Circular transmission-line model (CTLM): one mode, three resistors

Model
Metal disc r < r1, bare gap r1 < r < r2 = r1 + d, wide outer metal r > r2. Thin isotropic layer, sheet resistance Rsh in the gap, Rsk under metal. Linear interface, specific contact resistivity ρc. Metals are equipotentials, so only the angular mode m = 0 is driven: one amplitude per contact.
u(r) = layer potential minus that of the metal above; i(r) = outward current through the circle r; J = total current, disc to outer metal.

Under metal
Ohm: i = −(2πr/Rsk) u′. Continuity: i′ = −2πr u/ρc.
Hence (1/r)(r u′)′ = u/LT², LT = √(ρc/Rsk), solved by the modified Bessel functions I0(r/LT), K0(r/LT); I0′ = I1, K0′ = −K1. Let x1 = r1/LT, x2 = r2/LT.

Disc, regular at 0: u = −A I0, i = 2πr A I1/(Rsk LT). With i(r1) = J the edge drop A I0(x1) gives
Rin = (Rsk/2π) I0(x1)/[x1 I1(x1)].
Gap: i = J, so Rgap = (Rsh/2π) ln(r2/r1).
Outer metal, decaying: u = B K0, i(r2) = J, so
Rout = (Rsk/2π) K0(x2)/[x2 K1(x2)].
An outer edge at r3 raises Rout by a fraction ≈ 2 exp[−2(r3 − r2)/LT].

General statement
The drops add. For Rsk = Rsh, exactly within the model,
R = (Rsh/2π)[ln(r2/r1) + (LT/r1) I0(x1)/I1(x1) + (LT/r2) K0(x2)/K1(x2)].
Large x: I0/I1 ≈ 1 + 1/(2x) + 3/(8x²), K0/K1 ≈ 1 − 1/(2x) + 3/(8x²). So for r1 ≫ LT
R ≈ R∞ = (Rsh/2π)[ln(r2/r1) + LT(1/r1 + 1/r2)],
R − R∞ ≈ (Rsh/2π)[(1/x1² − 1/x2²)/2 + (3/8)(1/x1³ + 1/x2³)].
Small x: I0/I1 ≈ 2/x + x/4, so Rin ≈ ρc/(πr1²) + Rsh/(8π): the whole disc injects.

Numbers: Ti/Au on a (100) n-type β-Ga2O3 epilayer
Inputs chosen as typical: N = 1×10¹⁹ cm⁻³, thickness t = 100 nm, Rsk = Rsh = 1000 Ω/sq (implied mobility 1/(qNtRsh) = 62 cm²/V·s), ρc = 4×10⁻⁵ Ω·cm², d = 10 µm. Then LT = 2.0 µm, Rsh/2π = 159.15 Ω. Resistances in Ω:

r1 (µm) | x1 | x2 | Rgap | Rin | Rout | R | R∞ | (R − R∞)/R
2 | 1 | 6 | 285.2 | 356.5 | 24.6 | 666.3 | 470.8 | 29.3 %
10 | 5 | 10 | 110.3 | 35.6 | 15.2 | 161.1 | 158.1 | 1.9 %
50 | 25 | 30 | 29.02 | 6.50 | 5.22 | 40.73 | 40.69 | 0.11 %

First row: the small-x form gives 318.3 + 39.8 = 358.1 Ω for Rin. Last row: R − R∞ = 0.045 Ω, and the series also gives 0.045 Ω. The digits only compare two formulas.

Neglected terms, last row (contact part of R∞: 11.67 Ω)
• Depletion under the metal. With εr = 10.2 along a* (measured, compiled value, Gopalan 2020) and an assumed band bending φ = 0.3 V, W = √(2εrε0φ/qN) = 5.8 nm. Then Rsk = Rsh/(1 − W/t); the contact part, ∝ √(Rsk ρc), rises 3.0 %, or 0.35 Ω.
• Metal spreading. 200 nm Au, resistivity about 2.4 µΩ·cm: 0.12 Ω/sq, or 0.019 Ω per factor e in radius.
• Vertical drop in the layer. It adds at most Rsh t² = 1.0×10⁻⁷ Ω·cm², 0.25 % of ρc, or 0.015 Ω.
• In-plane anisotropy, principal sheet conductances (1 ± δ)/Rsh. The first-order change of dissipation carries cos 2θ (θ the azimuth) and averages out; for an assumed δ = 0.05 the scale of the rest is δ²R = 0.10 Ω.

At r1 = 25 LT the Bessel correction is comparable to or smaller than these terms, and R∞ suffices. At r1 = LT it is 29.3 % and the full form is required. All resistances are the model's, fixed by the chosen Rsh and ρc; ρc of Ti/Au on β-Ga2O3 typically varies by decades with doping and anneal.